\section*{Dynamic structure factor of a neutral Fermi liquid: sum rules and the zero-sound pole}

Far-detuned light scattered from a degenerate $^{87}$Sr cloud probes density fluctuations at the momentum transfer $q$. For $q\ll k_F$ their spectrum follows from the Landau kinetic equation. This page derives it, shows that it saturates two exact sum rules, and finds how the weight divides between the particle-hole continuum and zero sound. We set $\hbar=k_B=1$ until the numerical part.

\subsection*{Premises and conventions}

(P1) The system is a homogeneous, isotropic, normal Fermi liquid of atoms of bare mass $m$ in volume $V$, with $N_c$ equally populated spin components and total density $n=N_ck_F^3/6\pi^2$. The interactions are short-ranged, velocity-independent and SU($N_c$) symmetric, and there is no lattice, so the liquid is Galilean invariant.

(P2) For $q\ll k_F$, $\omega\ll E_F$ and $T\to0$ the quasiparticle distribution obeys the collisionless Landau equation with effective mass $m^*$, $v_F=k_F/m^*$, and stable parameters, $1+F_l^s/(2l+1)>0$.

(P3) Matrix elements of the current to states whose excitation energy stays finite as $q\to0$ are analytic in $\mathbf q$.

The density of states at the Fermi level counts all components,
\begin{equation}
N(0)=\frac{N_c m^*k_F}{2\pi^2}=\frac{3n}{k_Fv_F}.
\label{dos}
\end{equation}
With $\rho_{\mathbf q}=\sum_j e^{-i\mathbf q\cdot\mathbf r_j}$, the structure factor per volume and the response $\delta\rho=\chi U$ to a potential $U e^{i\mathbf q\cdot\mathbf r-i\omega t}$ acting equally on all components are, at $T=0$,
\begin{equation}
S(q,\omega)=\frac1V\sum_\nu|\langle\nu|\rho_{\mathbf q}^\dagger|0\rangle|^2\delta(\omega-\omega_{\nu0}),\qquad
\chi(q,\omega)=\int_0^\infty d\omega'\,\frac{2\omega' S(q,\omega')}{(\omega+i0)^2-\omega'^2}.
\label{spec}
\end{equation}
The second form is first-order perturbation theory combined with inversion symmetry, and it gives $S=-\mathrm{Im}\,\chi/\pi$ for $\omega>0$. The static structure factor is $S(q)=n^{-1}\int d\omega\,S(q,\omega)$.

\subsection*{The two exact sum rules}

The interaction commutes with $\rho_{\mathbf q}$, so only the kinetic energy enters $\langle[\rho_{\mathbf q},[H,\rho^\dagger_{\mathbf q}]]\rangle$. Each atom contributes $[(\mathbf p+\mathbf q)^2+(\mathbf p-\mathbf q)^2-2p^2]/2m=q^2/m$. Inserting eigenstates shows that the same expectation value is $2V\int d\omega\,\omega S$. For the second rule, a static long-wavelength potential leaves $\mu(n)+U$ uniform, so $\chi(q\to0,0)=-\partial n/\partial\mu$, while \eqref{spec} gives $\chi(q,0)=-2\int d\omega\,S/\omega$. Hence
\begin{equation}
\int_0^\infty d\omega\,\omega S(q,\omega)=\frac{nq^2}{2m},\qquad
\lim_{q\to0}\int_0^\infty d\omega\,\frac{S(q,\omega)}{\omega}=\frac12\frac{\partial n}{\partial\mu}.
\label{exact}
\end{equation}
Expanding \eqref{spec} at large $\omega$ shows that the $f$-sum is equivalent to $\chi\to nq^2/m\omega^2$.

\subsection*{Kinetic equation}

The Landau equation $\partial_tn_{\mathbf p}+\nabla_{\mathbf p}\epsilon\cdot\nabla_{\mathbf r}n_{\mathbf p}-\nabla_{\mathbf r}\epsilon\cdot\nabla_{\mathbf p}n_{\mathbf p}=0$ is linearised with $\delta n_{\mathbf p}=(-\partial n^0/\partial\epsilon)\,u(\xi)$, the same for every component, where $\xi=\hat{\mathbf p}\cdot\hat{\mathbf q}$. Since $\nabla_{\mathbf p}n^0=\mathbf v\,\partial n^0/\partial\epsilon$, the result is $\partial_tu+\mathbf v\cdot\nabla(u+\delta\epsilon)=0$. Expand $u=\sum_lu_lP_l(\xi)$ and define $F_l^s$ by $N(0)f^s=\sum_lF_l^sP_l(\hat{\mathbf p}\cdot\hat{\mathbf p}')$ with $f^s=N_c^{-1}\sum_{\sigma'}f_{\sigma\sigma'}$. The addition theorem for Legendre polynomials gives
\begin{equation}
(s-\xi)\,u=\xi\,\delta\epsilon,\qquad \delta\epsilon=U+\sum_l\frac{F_l^s}{2l+1}u_lP_l(\xi),\qquad s=\frac{\omega}{qv_F}.
\label{kin}
\end{equation}
With $\langle\cdots\rangle=\frac12\int_{-1}^1d\xi$, the density change is $\delta\rho=N(0)\langle u\rangle=N(0)u_0$, so $\chi_L=N(0)u_0/U$ depends on $q$ and $\omega$ only through $s$.

Write \eqref{kin} as $su=\xi(u+\delta\epsilon)$ and average it with weights $1$ and $\xi$, using $\langle\xi P_1\rangle=\langle\xi^2\rangle=1/3$ and $\langle\xi^2P_2\rangle=2/15$:
\begin{align}
s\,u_0&=\tfrac13\left(1+\tfrac13F_1^s\right)u_1,\label{m0}\\
\tfrac13s\,u_1&=\tfrac13\left[U+(1+F_0^s)u_0\right]+\tfrac2{15}\left(1+\tfrac15F_2^s\right)u_2.\label{m1}
\end{align}
Equation \eqref{m0} is the continuity equation $\omega\,\delta\rho=qj$, with particle current $j=N(0)v_F(1+F_1^s/3)u_1/3$. The momentum density is $N(0)k_F\langle\xi u\rangle=N(0)k_Fu_1/3$. By (P1) every atom has velocity $\mathbf p/m$, so the current is the momentum density divided by $m$, and therefore
\begin{equation}
\frac{m^*}{m}=1+\frac{F_1^s}{3}.
\label{gal}
\end{equation}

\subsection*{The Landau response saturates both sums}

First, $\chi_L$ is analytic off the real axis. Suppose \eqref{kin} has a solution with $U=0$. Multiply $su=\xi\bar u$, $\bar u=u+\delta\epsilon$, by $\bar u^*$ and average:
\begin{equation}
s\sum_l\frac{|u_l|^2}{2l+1}\left(1+\frac{F_l^s}{2l+1}\right)=\langle\xi|\bar u|^2\rangle .
\end{equation}
The sum is positive by (P2) and the right side is real, so $s$ is real. The factor $1/(s-\xi)$ is singular only on $-1\le s\le1$. Second, at large $|s|$ iteration of \eqref{kin} gives $u=\xi U/s+O(s^{-2})$, so $u_1\to U/s$ and, by \eqref{m0}, $u_0\to(1+F_1^s/3)U/3s^2$. A function analytic in both half planes, even in $s$, real under conjugation and decaying as $s^{-2}$ has, by Cauchy's theorem, a representation of the form \eqref{spec}:
\begin{equation}
\frac{\chi_L(s)}{N(0)}=\int_0^\infty ds'\,\frac{2s'\sigma(s')}{s^2-s'^2},\qquad \sigma(s)=\frac{S_L}{N(0)}=-\frac{\mathrm{Im}\,\chi_L(s+i0)}{\pi N(0)} .
\label{specL}
\end{equation}
At large $s$ this yields $2\int s\sigma\,ds=(1+F_1^s/3)/3$. At $s=0$, \eqref{kin} requires $u+\delta\epsilon=0$, so $u_0=-U/(1+F_0^s)$ and all higher $u_l$ vanish. With $\omega=qv_Fs$ and $N(0)v_F^2=3n/m^*$,
\begin{align}
\int d\omega\,\omega S_L&=N(0)q^2v_F^2\,\frac{1+F_1^s/3}{6}=\frac{nq^2}{2m^*}\left(1+\frac{F_1^s}{3}\right)=\frac{nq^2}{2m},\label{fL}\\
\int d\omega\,\frac{S_L}{\omega}&=\frac{N(0)}{2(1+F_0^s)}.\label{kL}
\end{align}
Both hold for any stable set $F_l^s$. The last step of \eqref{fL} uses \eqref{gal}; a model with $m^*\neq m$ that drops $F_1^s$ misses the $f$-sum by the factor $m/m^*$. Equation \eqref{kL} matches \eqref{exact} because a shift of the Fermi surface changes $\mu$ by $\delta n/N(0)$ through filling and by $F_0^s\delta n/N(0)$ through the interaction, so $\partial n/\partial\mu=N(0)/(1+F_0^s)$.

The saturation leaves no room for other states at order $q^2$, and conservation laws explain why. The operator continuity equation gives $\omega_{\nu0}\langle\nu|\rho^\dagger_{\mathbf q}|0\rangle=\mathbf q\cdot\langle\nu|\mathbf j^\dagger_{\mathbf q}|0\rangle$. At $q=0$ the current is $\mathbf P/m$, with $\mathbf P$ the total momentum, which commutes with $H$ and annihilates the ground state. For multipair states with $\omega_{\nu0}\sim\bar\omega\sim E_F$, (P3) then makes the current matrix element $O(q)$, so $|\langle\nu|\rho^\dagger_{\mathbf q}|0\rangle|^2\propto q^4/\bar\omega^2$. Multipair states therefore add $O(q^4)$ to the $f$-sum, to $S(q)$ and to the compressibility sum, against Landau terms of order $q^2$, $q$ and $q^0$. Since the $f$-sum has no $q^4$ term, the multipair weight is taken from the low-energy spectrum at that order. Single pairs and zero sound escape the argument because their energies vanish with $q$.

\subsection*{Low-frequency continuum}

Adding $(s-\xi)\delta\epsilon$ to both sides of \eqref{kin} gives $\bar u=s\,\delta\epsilon/(s-\xi)$. To first order in $s$ the static screened field $\delta\epsilon=U+F_0^su_0=U/(1+F_0^s)$ can be used on the right. Since $\mathrm{Im}\langle s/(s+i0-\xi)\rangle=-\pi s/2$ and $\langle\bar u\rangle=U+(1+F_0^s)u_0$,
\begin{equation}
S_L(q,\omega)\to\frac{N(0)}{2(1+F_0^s)^2}\frac{\omega}{qv_F}
=\left(\frac{m^*/m}{1+F_0^s}\right)^2\frac{N_cm^2\omega}{4\pi^2q},\qquad s\ll1,
\label{low}
\end{equation}
for any $F_l^s$. The factor $(1+F_0^s)^{-2}$ is relative to free quasiparticles of mass $m^*$. Relative to the ideal gas of the same atoms, whose spectrum is $N_cm^2\omega/4\pi^2q$, it is multiplied by $(m^*/m)^2$.

\subsection*{Closed form with $F_0^s$ and $F_1^s$}

Set $F^s_{l\ge2}=0$. By \eqref{m0}, $F_1^su_1/3=As\,u_0$ with $A=F_1^s/(1+F_1^s/3)$, so that $3-A=3/(1+F_1^s/3)>0$. Define
\begin{equation}
\Omega(s)=\left\langle\frac{\xi}{s-\xi}\right\rangle=\frac s2\ln\frac{s+1}{s-1}-1 .
\end{equation}
The identity $\xi^2/(s-\xi)=s\xi/(s-\xi)-\xi$ gives $\langle\xi^2/(s-\xi)\rangle=s\Omega$. Dividing \eqref{kin} by $s-\xi$ and averaging yields $u_0=\Omega\,[U+(F_0^s+As^2)u_0]$, or
\begin{equation}
\chi_L=\frac{N(0)}{D(s)},\qquad D(s)=\frac1{\Omega(s)}-F_0^s-As^2 .
\label{closed}
\end{equation}
For $0<s<1$, $\Omega(s+i0)=\Omega_1-i\pi s/2$ with $\Omega_1=\frac s2\ln\frac{1+s}{1-s}-1$. For $s>1$, $\Omega$ is real and falls monotonically from $+\infty$ to $0$, so $D$ starts at $-(F_0^s+A)$ and grows as $(3-A)s^2$. A root $s_0>1$ exists if $F_0^s+A>0$. Near it $\chi_L\simeq N(0)/[D'(s_0)(s-s_0+i0)]$, and with $G=F_0^s+As^2$
\begin{equation}
\sigma(s)=\frac{(s/2)\,\theta(1-s)}{[1-G\,\Omega_1]^2+(\pi sG/2)^2}+\frac{\delta(s-s_0)}{D'(s_0)},
\label{sigma}
\end{equation}
\begin{equation}
D'(s_0)=G(s_0)^2\left[\frac{s_0}{s_0^2-1}-\frac12\ln\frac{s_0+1}{s_0-1}\right]-2As_0 ,
\end{equation}
where $1/\Omega(s_0)=G(s_0)$ was used. Dividing the pole terms by the totals in \eqref{fL} and \eqref{kL} gives the shares of zero sound in the two sums,
\begin{equation}
W_f=\frac{6s_0}{(1+F_1^s/3)\,D'(s_0)},\qquad W_\kappa=\frac{2(1+F_0^s)}{s_0D'(s_0)} .
\label{W}
\end{equation}
The root is unique. For $A=0$ this follows from monotonicity, $s_0$ covers all $s>1$ as $F_0^s$ runs over positive values, and $W_f\le1$ because the continuum is positive. Hence $(1/\Omega)'\ge6s>2As$ and $D'>0$ on $s>1$ for any stable $F_1^s$.

\emph{Strong coupling.} From $\Omega=1/3s^2+1/5s^4+1/7s^6+\dots$, series inversion gives $1/\Omega=3s^2-9/5-36/(175s^2)+O(s^{-4})$. Then $(3-A)s_0^2\simeq F_0^s+9/5$ and $D'\simeq2s_0[(3-A)+36/(175s_0^4)]$, so for $F_0^s\gg1$ at fixed $F_1^s$
\begin{equation}
W_f\simeq1-\frac{108}{175\,(1+F_1^s/3)\,(F_0^s)^2},\qquad W_\kappa\simeq\frac{1+F_0^s}{F_0^s+9/5}\simeq1-\frac{4}{5F_0^s}.
\label{strong}
\end{equation}
The continuum loses the $f$-sum as $(F_0^s)^{-2}$ but the compressibility sum only as $(F_0^s)^{-1}$, because the latter weights low frequencies. Bounded $F^s_{l\ge2}$ change the coefficients and keep the powers.

\emph{Weak coupling.} For $s_0\to1$, $\Omega\simeq\frac12\ln[2/(s_0-1)]-1$ and $D'\simeq G_1^2/[2(s_0-1)]$ with $G_1=F_0^s+A$, so
\begin{equation}
s_0-1\simeq2e^{-2-2/G_1},\qquad W_f\simeq\frac{24\,e^{-2-2/G_1}}{(1+F_1^s/3)\,G_1^2}.
\label{weak}
\end{equation}
Solving $D(s_0)=0$ numerically for $F_1^s=0$ gives:
\begin{center}
\begin{tabular}{cccc}
$F_0^s$ & $s_0$ & $W_f$ & $W_\kappa$\\ \hline
0.37 & 1.0012 & 0.11 & 0.05\\
1 & 1.0444 & 0.65 & 0.40\\
10 & 1.9883 & 0.99 & 0.92
\end{tabular}
\end{center}

\subsection*{Static structure factor}

By \eqref{dos}, $S(q)=3(q/k_F)\int\sigma\,ds$, which is linear in $q$ because $\sigma$ depends on $s$ alone. Putting $s=iy$ in \eqref{specL} and using $\int_0^\infty dy\,2s'/(s'^2+y^2)=\pi$ collects pole and continuum in one smooth integral. With $\Omega(iy)=-g(y)$, $g=1-y\arctan(1/y)$,
\begin{equation}
S(q)=\frac{3q}{\pi k_F}\int_0^\infty dy\,\frac{g(y)}{1+(F_0^s-Ay^2)\,g(y)} .
\label{Sq}
\end{equation}
The integrals $\int_0^\infty g\,dy=\pi/4$ and $\int_0^\infty g^2dy=\pi(1-\ln2)/3$ give, for $F_1^s=0$, $S(q)=(q/k_F)[3/4-(1-\ln2)F_0^s+\dots]$. When the pole holds the whole $f$-sum, \eqref{fL} gives $S(q)\to q/(2ms_0v_F)$.

At finite temperature $S(q,\omega)=-\mathrm{Im}\chi/[\pi(1-e^{-\omega/T})]$, and the integral over both signs of $\omega$ carries the factor $\coth(\omega/2T)=1+2/(e^{\omega/T}-1)$. For $T\ll qv_F$ the Bose term samples \eqref{low}. With $\int_0^\infty d\omega\,2\omega/(e^{\omega/T}-1)=\pi^2T^2/3$ and $T_F=k_Fv_F/2$,
\begin{equation}
\Delta S_T=\frac{\pi^2}{8(1+F_0^s)^2}\left(\frac{T}{T_F}\right)^2\frac{k_F}{q}.
\label{dT}
\end{equation}

\subsection*{Range of validity}

The sums \eqref{fL}, \eqref{kL} and the slope in \eqref{Sq} are leading terms in $q/k_F$. The ideal gas shows the size of the next term: the overlap of two displaced Fermi spheres gives $S_0=3q/4k_F-q^3/16k_F^3$ for $q<2k_F$, a relative correction $q^2/12k_F^2$. The $T=0$ slope needs $T\ll qv_F$; for $qv_F\ll T\ll T_F$ the factor $\coth\to2T/\omega$ and \eqref{kL} give the constant $S=3T/[2T_F(1+F_0^s)]$. Collisions must be slow, $qv_F\tau\gg1$, otherwise zero sound gives way to first sound. In an optical lattice $\mathbf j_{q=0}$ does not commute with $H$, \eqref{gal} fails, and interband and multipair states take part of the $f$-sum at order $q^2$. A long-range force, as for electrons, replaces zero sound by the plasmon.

A sharp pole is a much stricter demand at weak coupling. At finite $z=q/2k_F$ the continuum ends at $s=1+z$, and the ideal-gas response summed over the Fermi sphere is
\begin{equation}
\Omega(s,z)=\frac1{8z}\int_{-1}^1dw\,(1-w^2)\left[\frac1{s-z-w}-\frac1{s+z-w}\right],
\end{equation}
which at the edge is finite, $\Omega(1+z,z)=\frac{1+z}2\ln\frac{1+z}{z}-\frac12$. With a constant $F_0^s$ a pole outside the continuum needs this value to exceed $1/F_0^s$, that is $q<q_c\simeq2k_Fe^{-1-2/F_0^s}$. Thermal spread of the quasiparticle velocity, $\delta s\sim T/2T_F$, must likewise stay below $s_0-1$.

\subsection*{Numbers for $^{87}$Sr}

The $^1S_0$ ground state has $J=0$ and nuclear spin $9/2$, so $N_c=10$. Light on the $^1S_0$--$^1P_1$ line, detuned far beyond the linewidth and the hyperfine splittings of $^1P_1$, couples to the total density. A detector that does not resolve kHz energy transfers then records, in an optically thin sample, a rate per atom equal to $S(q)$ times that of uncorrelated atoms, with $q=2k_L\sin(\theta/2)$.

The inputs are $m=86.909$ u, approximate values $\lambda=461$ nm and $a=96\,a_0$, and the assumed, typical conditions $T_F=450$ nK, $T/T_F=0.13$, $\theta=24^\circ$. Then $E_F/h=9.38$ kHz, $k_F=12.70\ \mu\mathrm m^{-1}$, $v_F=9.28$ mm/s, $n=3.46\times10^{14}$ cm$^{-3}$, $k_L=13.63\ \mu\mathrm m^{-1}$, $q/k_F=0.446$ and $k_Fa=0.0645$.

To first order in $a$ the contact coupling $g_0=4\pi\hbar^2a/m$ acts only between unlike components, $\delta\epsilon_\sigma=g_0\sum_{\sigma'\ne\sigma}\delta n_{\sigma'}=g_0(N_c-1)\delta\rho/N_c$. It is isotropic, so $m^*=m$, $F^s_{l\ge1}=0$ and
\begin{equation}
F_0^s=N(0)g_0\frac{N_c-1}{N_c}=\frac{2(N_c-1)}{\pi}k_Fa=0.37 .
\end{equation}
In this model the compressibility falls to $0.73$ and the low-frequency continuum to $0.53$ of the ideal-gas values. Equation \eqref{Sq} gives $S(q)=0.658\,q/k_F$, which is $0.877$ of the ideal slope. The pole sits at $s_0-1=1.2\times10^{-3}$ and holds $0.11$ of the $f$-sum and $0.08$ of $S(q)$; the factor $12/(F_0^s)^2$ between $W_f$ and $s_0-1$ in \eqref{weak} makes the weight far larger than the splitting. The gas is on the weak-coupling side, and \eqref{strong} does not apply.

The neglected terms sort these numbers into robust and fragile ones. At order $a^2$ the energy is a sum over pairs of components, so the standard two-component results are multiplied by $N_c-1$: $\Delta F_0^s=(N_c-1)\,8(2+\ln2)(k_Fa)^2/3\pi^2=0.027$ and $F_1^s=(N_c-1)\,8(7\ln2-1)(k_Fa)^2/5\pi^2=0.023$. These two change the slope of $S(q)$ by less than one per cent but raise $W_f$ to $0.16$, and the $F^s_{l\ge2}$, also of order $a^2$, enter the exponent of \eqref{weak} on the same footing, so $W_f$ is fixed only to within tens of per cent. The edge condition gives $q_c=3.3\times10^{-3}k_F$, a wavelength of $1.5\times10^2\ \mu$m. At $q/k_F=0.446$ and $T/T_F=0.13$ both conditions for a separate pole fail by a wide margin, and its weight merges into the upper part of the continuum. The integrated $S(q)$ is insensitive to this, since \eqref{Sq} is smooth. The collision rate scales as $(N_c-1)(k_Fa)^2(T/T_F)^2E_F/\hbar=6\times10^{-4}E_F/\hbar$ times a numerical factor, far below $qv_F=0.89\,E_F/\hbar$.

At $T=0$ the linear law gives $S=0.33$ for the ideal gas and $0.29$ with interactions, a reduction of $0.04$. The finite-$q$ correction is a fraction $0.017$ of $S$, and thermal smearing of the response has relative scale $(\pi^2/12)(T/T_F)^2=0.014$; both limit the results to two figures. The Bose term \eqref{dT} rivals the interaction effect: it adds $0.047$ for the ideal gas and $0.025$ with interactions, for totals of $0.38$ and $0.32$.

These are values of the homogeneous model at the central density. In a harmonic trap the local wave vector is $k_F\sqrt{1-r^2}$, with $r$ in units of the cloud radius, and the atoms are weighted by $r^2(1-r^2)^{3/2}$. The average of the inverse local wave vector is $64/15\pi=1.36$ times $1/k_F$, which lifts the ideal $T=0$ linear estimate to $0.45$, and the local $F_0^s$ falls toward the edge. A trapped $^{87}$Sr cloud under such conditions typically scatters at roughly half the rate of a thermal gas, so the model's $0.32$ lies about a third below the typical trap-averaged value and overstates the blocking.